Q: Suppose I squeeze arsenic to 0.88 of its relaxed volume, once in the bcc structure and once in the diamond structure. Which one pushes back harder?

Bcc and diamond-structure As (18.81 and 27.93 Å³/atom at scale 1), computed with Ansatz 0.2.0: r2SCAN, scalar-relativistic plane-wave PAW, 500 eV cutoff, k meshes 15×15×15 (bcc) and 10×10×10 (diamond), no spin polarisation. Energies are for zero smearing, relative to scale 1; pressures, positive in compression, include the entropy term of the 0.1 eV Fermi-Dirac smearing.

| volume scale | energy change, bcc (meV/atom) | pressure, bcc (GPa) | energy change, diamond (meV/atom) | pressure, diamond (GPa) |
| --- | --- | --- | --- | --- |
| 0.88 | 86.6 | 14.31 | 72.3 | 7.70 |
| 0.92 | 34.1 | 8.38 | 29.6 | 4.58 |
| 0.96 | 6.9 | 3.62 | 6.6 | 1.99 |
| 1 | 0.0 | -0.18 | 0.0 | -0.17 |
| 1.04 | 8.9 | -3.19 | 7.3 | -1.97 |
| 1.08 | 30.3 | -5.60 | 26.1 | -3.47 |
| 1.12 | 61.6 | -7.55 | 54.6 | -4.71 |

A: The bcc structure does, by nearly a factor of two. At volume scale 0.88 its pressure is 14.31 GPa, against 7.70 GPa for diamond. Each structure starts from its own relaxed cell, so the fractional compression is the same although the atomic volumes differ.

Q: Then why is the energy cost so similar? I read 86.6 meV per atom for bcc and 72.3 for diamond, which is only 20 per cent more.

A: Pressure is a force per area, and energy is that force times the distance moved. For a solid, the work is pressure times the change in volume. An atom in diamond occupies 27.93 Å³ at scale 1, whereas one in bcc has 18.81 Å³. The same percentage of a larger volume is a longer path, so a weaker push does nearly as much work.

This can be put into one line. Let $\delta$ be the fractional compression, $V_0$ the volume per atom at scale 1 and $B$ the bulk modulus, the pressure needed per unit of fractional compression. The pressure grows from zero to about $B\delta$ while the volume shrinks by $V_0\delta$. The average pressure is half the final one, so the work per atom is

$$\Delta E \approx \tfrac12\,B\,V_0\,\delta^2 .$$

I take $B$ from a Birch–Murnaghan curve, the usual smooth form for the pressure of a compressed solid, fitted by least squares to all seven pressures of each structure. It gives 84 GPa for bcc and 49 GPa for diamond at scale 1. With $\delta = 0.12$ and 1 eV/Å³ = 160.2 GPa, the two estimates are

$$\text{bcc: } \tfrac12\times 84\times 18.81\times 0.12^2/160.2 = 0.071\ \text{eV},$$

$$\text{diamond: } \tfrac12\times 49\times 27.93\times 0.12^2/160.2 = 0.062\ \text{eV}.$$

So 71 and 62 meV per atom, close together as in the table. The energies took no part in the fit, but they come from the same calculation as the pressures. Each estimate lies between the tabulated costs at scale 0.88 and at 1.12, and within a fifth of either. The formula treats the solid as a perfect spring, and a real one stiffens when squeezed.

Q: So bcc is stiffer because its atoms are packed more tightly? Could I predict the stiffness from the volume per atom alone?

A: The table lets us try. Take the change of pressure between two neighbouring rows, divide it by the fractional change of volume, and you have the bulk modulus midway between them. For the most stretched bcc, between scales 1.08 and 1.12, this is 54 GPa at 20.7 Å³ per atom. For the most compressed diamond, between 0.88 and 0.92, it is 70 GPa at 25.1 Å³.

Here the diamond structure is the stiffer one, although its atoms have more room. If volume per atom alone fixed the stiffness, the order would be the reverse. What matters as well is where a structure stands relative to its own equilibrium: this diamond is squeezed, this bcc stretched. The distance between nearest atoms wouldn't serve alone either. It is 2.54 Å in the compressed diamond, yet bcc squeezed by the same fraction reaches 133 GPa with its nearest atoms 2.80 Å apart.

Q: Then what does set the stiffness at equilibrium?

A: Two things: how much energy per atom a given fractional change of volume costs, and over how much volume that energy is spread. The first changes little between the two structures. The product $BV_0$, the stiffness counted per atom, is only about 16 per cent larger in bcc. The volume per atom differs by a factor of 1.48, and that accounts for most of the ratio of 1.72 between the bulk moduli.

The chemistry behind the near equality is a standard argument, which these total energies don't test bond by bond. An atom has a fixed number of valence electrons to share among its neighbours. In diamond it has four neighbours, and the bonds are short and strong. In bcc it has eight, with six more not much farther away, so each contact is longer and weaker. A weaker contact also resists a change of length less, but there are more of them, so the resistance per atom can come out similar.

The picture of four tidy bonds shouldn't be taken too far. Arsenic has five valence electrons, and four are enough to fill the bonding bands of the diamond structure. The fifth has to enter antibonding bands, and the calculation indeed finds this form to be a metal, as it does bcc.

If the stiffness per atom were exactly equal, the bulk modulus would go as the inverse of the equilibrium volume per atom. Here that would give a ratio of 1.48, where the fit gives 1.72. The direction is right and so is most of the size, but one pair of structures can't show that the same holds for others.

Q: You said that a real solid stiffens when squeezed. At 12 per cent I see it, since compression costs more than expansion in both structures. But at 4 per cent it is the other way round: bcc costs 6.9 meV at 0.96 and 8.9 meV at 1.04. Does it soften first?

A: No. The moduli between neighbouring rows fall steadily from the most compressed pair to the most stretched one, in both structures. That is the usual behaviour: the repulsion between atoms rises steeply as they approach, while the attraction fades more gently as they part.

The reversal comes from the choice of the starting point. At scale 1 the bcc pressure is −0.18 GPa, not zero, so the cell is still slightly stretched and would like to shrink. The lowest energy therefore lies a little below scale 1. A small compression first runs downhill, and a small expansion runs uphill from the start.

The size fits. The printed pressure also holds a contribution of about +0.17 GPa from the electronic smearing, which the energies don't contain. The tension that acts on the energies is thus 0.18 + 0.17 = 0.35 GPa. Over 4 per cent of the volume it shifts the energy by $0.35\times 18.81\times 0.04/160.2 = 0.0016$ eV, down on the compressed side and up on the stretched one. Once this is taken out, compression costs about 1 meV more than expansion, as it should. The same correction restores the normal order in diamond.

Q: What is that contribution from smearing, and what would change if I halved the smearing width?

A: Smearing lets electrons near the Fermi energy, the border between filled and empty levels, occupy the levels partly. This helps the numerical sums in a metal and gives the electrons some entropy. A system is pushed towards the volume where its entropy is larger. In bcc the entropy grows as the crystal expands, so it pushes outwards. In diamond it shrinks on expansion, so it pulls inwards, by about 0.06 GPa near scale 1.

For an ordinary metal the entropy term goes as the square of the width, so half the width would leave about a quarter of it. With the cells left as they are, the bcc pressure at scale 1 would move from −0.18 to roughly −0.31 GPa, and the diamond pressure would rise by about 0.04 GPa. You would notice this in the row at scale 1, where the pressure is nearly zero anyway. Beside the 14.31 GPa at scale 0.88 it is negligible, and the comparison of stiffness stands.

Q: Both energy columns are zero at scale 1. Are the two structures equally stable there?

A: No, each column counts from its own relaxed cell. The total energies of the same calculation place diamond 198.5 meV per atom below bcc at scale 1. Pressure works against that lead, because it favours whichever structure takes up less room. The quantity to compare is the enthalpy, the energy plus pressure times volume.

A quick estimate divides the energy lead by the difference in volume, 27.93 − 18.81 = 9.12 Å³ per atom. This gives $0.1985\times 160.2/9.12 = 3.5$ GPa as the pressure at which bcc draws level. Enthalpies interpolated between the rows give about 3.8 GPa. The estimate is low for a reason you already know: diamond is the softer structure, so it gives up more volume under pressure, and the volume saved by changing to bcc shrinks on the way.

This isn't a transition of real arsenic, whose ordinary layered structure takes no part in the contest. Both crystals here are also held in their symmetry, so either might distort if it were free to do so. The crossing shows how energy, volume and stiffness together decide between two given structures, and no more than that.

Q: Which digits would you rely on, then?

A: As a record of this calculation, nearly all of them. If the fitted pressure curve is turned back into energies, with the entropy part accounted for, it meets every tabulated energy to within 0.1 meV per atom. Pressures and energies are obtained by separate routes, so a slip in one column would have shown up.

That agreement is about consistency, not about real arsenic. Both columns share the same r2SCAN functional, the same k meshes and the same atomic datasets, which were made for another functional, PBE. An error from any of these would pass through both columns together. I would therefore quote the bulk moduli as 84 and 49 GPa and treat even the second digit of each with some reserve.

Be most careful with small differences near scale 1. At 0.96 the two structures cost 6.9 and 6.6 meV, which looks like equal stiffness per atom. But the leftover tension lowers the bcc value by 1.6 meV, as we worked out, and the diamond value by only about half as much. At 1.04 it raises each cost by the same amount, so it cancels when you add the two rows. The sums are 15.8 meV for bcc and 13.9 for diamond, and bcc is again the stiffer one per atom. To compare stiffness, use such sums or the slope of the pressure.
